## Question

A pressure of about 2 GPa shrinks a metal with a bulk modulus of 200 GPa by 1 % in volume. Each further percent of shrinkage makes compounds like those below about 4 to 5 % stiffer.

C15 Laves compounds (space group Fd-3m, 16 A and 8 B atoms per cubic cell), relaxed within their starting symmetry. Ansatz 0.2.0, r2SCAN, scalar-relativistic plane-wave PAW, cutoff 500 eV, Gaussian smearing of 0.1 eV. Bulk moduli, their pressure derivatives and equilibrium volumes come from third-order Birch-Murnaghan fits.

```
formula  element on site A  Z A  element on site B  Z B  valence electrons  shortest distance (Å)       spin    k mesh  bulk modulus (GPa)  bulk modulus pressure derivative  equilibrium volume (Å³/atom)  energy over elements (eV/atom)
  Ti2Co                 Ti   22                 Co   27                 17                  2.520  collinear  10×10×10                 103                              4.11                         15.09                           0.483
  TiCr2                 Cr   24                 Ti   22                 16                  2.412       none  10×10×10                 211                              4.00                         13.23                           0.077
  HfNi2                 Ni   28                 Hf   72                 24                  2.427       none  10×10×10                 194                              4.35                         13.48                          -0.459
   YRh2                 Rh   45                  Y   39                 21                  2.651       none     8×8×8                 167                              4.58                         17.56                          -0.774
  ZrIr2                 Ir   77                 Zr   40                 22                  2.611       none     8×8×8                 264                              4.58                         16.78                          -0.744
```

Of the three atoms in a formula unit, two sit on site A, which forms a close network, and one sits on site B, in a roomy cage of that network. Both elements change from row to row, and some rows share a group of the periodic table, such as Rh and Ir on site A.

**(a)** ZrIr₂ is stiffer than YRh₂ and has a smaller volume per atom. How stiff would YRh₂ be if it were squeezed to the volume of ZrIr₂?

**(b)** Three compounds have a smaller volume than ZrIr₂, yet ZrIr₂ is the stiffest. Explain this, and estimate the bulk moduli of YRh₂ and ZrIr₂ from rough, recalled data for the elements: Y 41 GPa and 33 Å³ per atom, Zr 90 and 23, Rh 270 and 14, Ir 350 and 14.

**(c)** Ti₂Co is the softest compound. What sets it apart, and how much of its softness can be explained?

## Model answer

**(a)** Let $B$ be the bulk modulus, $V$ the volume per atom and $B'$ the pressure derivative of $B$. By definition $B=-V\,dp/dV$, where $p$ is the pressure, and therefore $dB/d\ln V=-B'B$. If $B'$ stays constant over a small squeeze, this integrates to

$$B(V)=B_0\left(\frac{V_0}{V}\right)^{B'},$$

where the index 0 marks the values at zero pressure. For YRh₂ at the volume of ZrIr₂,

$$B=167\ \text{GPa}\times\left(\frac{17.56}{16.78}\right)^{4.58}\approx 167\ \text{GPa}\times1.23\approx 205\ \text{GPa}.$$

The pressures computed for squeezed YRh₂ give the same value within about 1 GPa, so the formula is safe over this range.

ZrIr₂ has 264 GPa, which is 1.58 times the value of YRh₂. The smaller volume accounts for a factor of 1.23. A factor of about 1.28 remains at equal volume, and it must come from the elements. Volume thus matters a good deal, but it is the smaller part of this difference.

**(b)** A bulk modulus is an energy curvature divided by a volume. At the minimum of the energy $E$ per atom,

$$\frac{d^2E}{d(\ln V)^2}=BV .$$

A compound can therefore be stiff because its atoms are small, or because its energy rises steeply when the volume changes by a given percentage. From TiCr₂ to ZrIr₂ the volume grows by a factor of 1.27, which alone would lower $B$. The product $BV$ grows by a factor of 1.59, from about 2800 to about 4400 GPa Å³, and more than makes up for it.

A simple picture of bonding in transition metals suggests why the product grows. The 3d orbitals are compact and overlap only moderately with those of their neighbours. The 4d and especially the 5d orbitals reach farther out, so that they form wider bands and stronger bonds, whose energy changes more when the atoms are pushed together. Rh and Ir stand in the same group and take up almost the same room, but Ir is clearly the stiffer metal. Y is soft because it has only three valence electrons to bond with, while Zr has four.

For an estimate, suppose that each atom brings the curvature $BV$ of its own element into the compound. The curvatures then add, and the sum is averaged over the three atoms:

$$\text{YRh}_2:\quad \frac{41\times33+2\times270\times14}{3}\approx 2970\ \text{GPa Å}^3,$$

$$\text{ZrIr}_2:\quad \frac{90\times23+2\times350\times14}{3}\approx 3960\ \text{GPa Å}^3 .$$

Division by the computed volumes, 17.56 and 16.78 Å³, gives about 170 and 240 GPa. The computed values are 167 and 264 GPa. The estimate has the right direction and about two thirds of the step. It has no adjustable constant, but it does take the volumes from the calculation.

**(c)** In Ti₂Co the roles of the sites are exchanged. In the other four compounds the larger atom, from the early part of the transition series, sits in the roomy cage. Here the small Co atom sits there, and the larger Ti atoms are crowded on the close network. Their distance is 2.520 Å, against roughly 2.9 Å in titanium metal. The crystal lies 0.483 eV per atom above its elements, which fits such a poor match of sizes. It is therefore hardly a form in which Ti₂Co would be found.

Ti₂Co also has a larger volume than TiCr₂ and HfNi₂. Its composition already suggests this, since two of its three atoms are titanium, so the larger volume can't be put down to the exchanged sites alone. Squeezed to the volume of HfNi₂, it would reach

$$103\ \text{GPa}\times\left(\frac{15.09}{13.48}\right)^{4.11}\approx 164\ \text{GPa},$$

while HfNi₂ itself has 194 GPa. About two thirds of the gap between the two thus goes with volume. This squeeze of 11 % lies beyond the 6 % that was computed, so the figure is rough.

Magnetism may account for part of the remainder. Ti₂Co is ferromagnetic in this calculation, and its moment grows steadily as the crystal expands. A moment that is free to adjust makes a crystal softer than one with a frozen moment, because the energy can relax at every volume. The size of this effect was not tested here, and r2SCAN tends to make the moments of metallic magnets too large. The other four compounds were computed without spin, and the magnetic state found for Ti₂Co may not be its lowest, so its softness can't be divided among site order, composition and magnetism.

## Remarks on the reasoning

**Volume is a result as well as a cause.** Part (a) treats volume as something that can be set from outside, as a press would do. In the relaxed crystal the bonds themselves decide the volume, and strong bonds make it small and the crystal stiff at the same time. The factor of 1.23 says what a squeeze would do to YRh₂. It doesn't say that volume acts independently of the elements.

**Two rules about volume must be kept apart.** Within one compound, $B$ changes with the fourth to fifth power of the inverse volume. A simple rule for comparing different compounds takes $BV$ as constant, which makes $B$ change only with the first power. Between YRh₂ and ZrIr₂ that rule yields a step of 8 GPa, where the calculation has 97 GPa. It fails because it leaves no room for the stronger bonds that iridium and zirconium form in place of rhodium and yttrium.

**Counting electrons is no substitute.** HfNi₂ has the most valence electrons per volume of all five compounds, but it is only third in stiffness. The count treats every d electron of nickel as a bonding electron. In a nearly filled d shell many of them occupy antibonding states, which add to the density but not to the strength of the bonds.

**The element average can't rank these compounds.** The close agreement for YRh₂ must not be taken as its accuracy. For TiCr₂ it gives about 147 GPa, some 30 % below the computed 211 GPa, and it wrongly places this compound below both HfNi₂ and YRh₂. It also places HfNi₂ below YRh₂, so that, apart from ZrIr₂ at the top, its order of the compounds with the usual sites is the reverse of the computed one. For TiCr₂, a possible reason is that chromium metal is softened by its antiferromagnetism, which enters the estimate through the element but is switched off in the calculation of TiCr₂. For TiCr₂ and HfNi₂ a magnetic state may lie lower than the one computed, and their bulk moduli would then change as well.

Over the four compounds with the usual site order, the typical miss of the element average is 40 GPa. A constant $BV$ fitted to the same four does hardly worse, with 45 GPa. The element average earns its place by the step from YRh₂ to ZrIr₂, most of which it catches. The printed output below compares both models with every row; Ti₂Co was kept out of the fit because of its exchanged sites and its magnetic state.

**How to judge a related compound.** Think of the strength of the bonds and of the volume together, since neither the product $BV$ nor the volume alone ranks these five compounds. YRh₂ has a larger product than TiCr₂ and HfNi₂, but its larger volume outweighs this and leaves it softer than both. For a new compound the product isn't known before $B$ itself, so it has to be estimated, for instance from the elements. Such an estimate caught most of the large step from YRh₂ to ZrIr₂, but it got the order of the other compounds with the usual sites wrong. Check also which atom sits on which site, since an exchange crowds the larger atoms, as in Ti₂Co.

Printed output of the fit:

```
Stiffness and simple measures:
    row  B times V in eV/atom  valence electrons per A^3  rough B times V of element A in eV  rough B times V of element B in eV
  Ti2Co                 9.701                     0.3755                               12.36                               13.04
  TiCr2                 17.42                     0.4031                               11.98                               12.36
  HfNi2                 16.32                     0.5935                               12.36                                15.1
   YRh2                  18.3                     0.3986                               23.59                               8.445
  ZrIr2                 27.65                      0.437                               30.58                               12.92
Two models for the bulk modulus in GPa:
    row  computed  element average  its miss  constant B times V  its miss
  Ti2Co       103            133.6     30.64               204.5     101.5
  TiCr2       211            146.6    -64.36               233.3     22.26
  HfNi2       194            157.8    -36.24               228.9     34.94
   YRh2       167            169.2     2.191               175.7     8.745
  ZrIr2       264            235.8     -28.2               183.9    -80.09
rms miss of element average, four normal rows, GPa: 39.55
rms miss of constant B times V, four normal rows, GPa: 45.29
ratio of largest to smallest bulk modulus: 2.563
volume of YRh2 above that of ZrIr2, percent: 4.648
B of ZrIr2 less B of YRh2, GPa: 97
B of YRh2 squeezed to the volume of ZrIr2, GPa: 205.6
same from the computed pressures near 16.78 A^3/atom, GPa: 204.6
share of the YRh2 to ZrIr2 step due to volume, percent: 39.83
step YRh2 to ZrIr2 in the element average, GPa: 66.61
step YRh2 to ZrIr2 with constant B times V, GPa: 8.169
B of HfNi2 squeezed to the volume of TiCr2, GPa: 210.5
B of HfNi2 from the computed pressures near 13.28 A^3/atom, GPa: 207.1
compression of Ti2Co to the volume of HfNi2, percent: 10.67
B of Ti2Co at the volume of HfNi2, rough extrapolation, GPa: 163.8
```
